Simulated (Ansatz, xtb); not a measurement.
Relative energy of two isomers of C4H9NSi

Structure I is `CC[C@@H]([SiH3])C#N`, a singlet and structure II is `C[C@@H](C#N)C[SiH3]`, a singlet. Both are isolated molecules in the gas phase, relaxed with PBE0-D3(BJ)/def2-SVP, each in the lowest conformer that the search found.

Task: Which of the two would you expect CCSD(T)/def2-SVP + ΔMP2/def2-TZVPP electronic energies to favour?

Result: Too close to call at this level: CCSD(T)/def2-SVP + ΔMP2/def2-TZVPP gives E(II) − E(I) = +0.73 kcal/mol.

Level by level:

| level | geometry | E(II) − E(I) (kcal/mol) | departure from the last row (kcal/mol) | job, with rough time for the two |
| --- | --- | --- | --- | --- |
| GFN2-xTB | GFN2-xTB | +2.22 | +1.49 | optimisation, 0.18 s |
| HF/STO-3G | GFN2-xTB | +1.56 | +0.83 | single point, 0.36 s |
| r2SCAN-D4/def2-SVP | GFN2-xTB | +1.16 | +0.43 | single point, 2.8 s |
| PBE0-D3(BJ)/def2-SVP | PBE0-D3(BJ)/def2-SVP | +1.18 | +0.44 | optimisation, 36 s |
| HF/def2-SVP | PBE0-D3(BJ)/def2-SVP | +0.80 | +0.07 | part of the CCSD(T) run |
| MP2/def2-SVP | PBE0-D3(BJ)/def2-SVP | +1.02 | +0.29 | part of the CCSD(T) run |
| CCSD(T)/def2-SVP | PBE0-D3(BJ)/def2-SVP | +0.74 | +0.01 | single point |
| CCSD(T)/def2-SVP + ΔMP2/def2-TZVPP | PBE0-D3(BJ)/def2-SVP | +0.73 |  | single point, 34 s |

As drawn, both hold the same kinds of bond in the same numbers.

The largest departure from CCSD(T)/def2-SVP + ΔMP2/def2-TZVPP is that of GFN2-xTB, 1.49 kcal/mol. The last row adds to CCSD(T) the change of the MP2 difference between the two basis sets, here −0.01 kcal/mol.

With thermal terms from frequencies at re-optimised GFN2-xTB minima (ideal gas, soft modes damped towards free rotors, one conformer each, 298.15 K, 1 atm): on the last row, ΔE + ΔZPE = +0.58, ΔH = +0.53, ΔG = +0.63 kcal/mol.

The correlated steps freeze 10 core orbitals. Run with Ansatz 0.2.0, xtb 6.7.1; the last row on 2 threads of Intel(R) Xeon(R) 6975P-C (Granite Rapids) on a shared host.

Every level places the α-silyl nitrile I below its β-silyl isomer II, but the final preference of 0.73 kcal/mol is too slight to establish the order. A small gap is expected, since moving the cyano group by one carbon along the propylsilane chain conserves the bond types and most of the correlation energy cancels. This is why HF lies close to CCSD(T) in the same basis, while MP2 somewhat overstates the preference for I.

What remains probably reflects the silyl group's position relative to the nitrile. In I, the electropositive silicon sits on the carbon next to the electron-withdrawing cyano group, where the polarised C–Si bond can donate into the C≡N π* orbital. In II, an intervening CH2 weakens that interaction, although the all-carbon branching there may recover part of the loss. The thermal terms barely alter the balance, so neither isomer would dominate at equilibrium. Interconversion would require breaking strong σ bonds, so these energies say nothing about which isomer a synthesis would deliver.
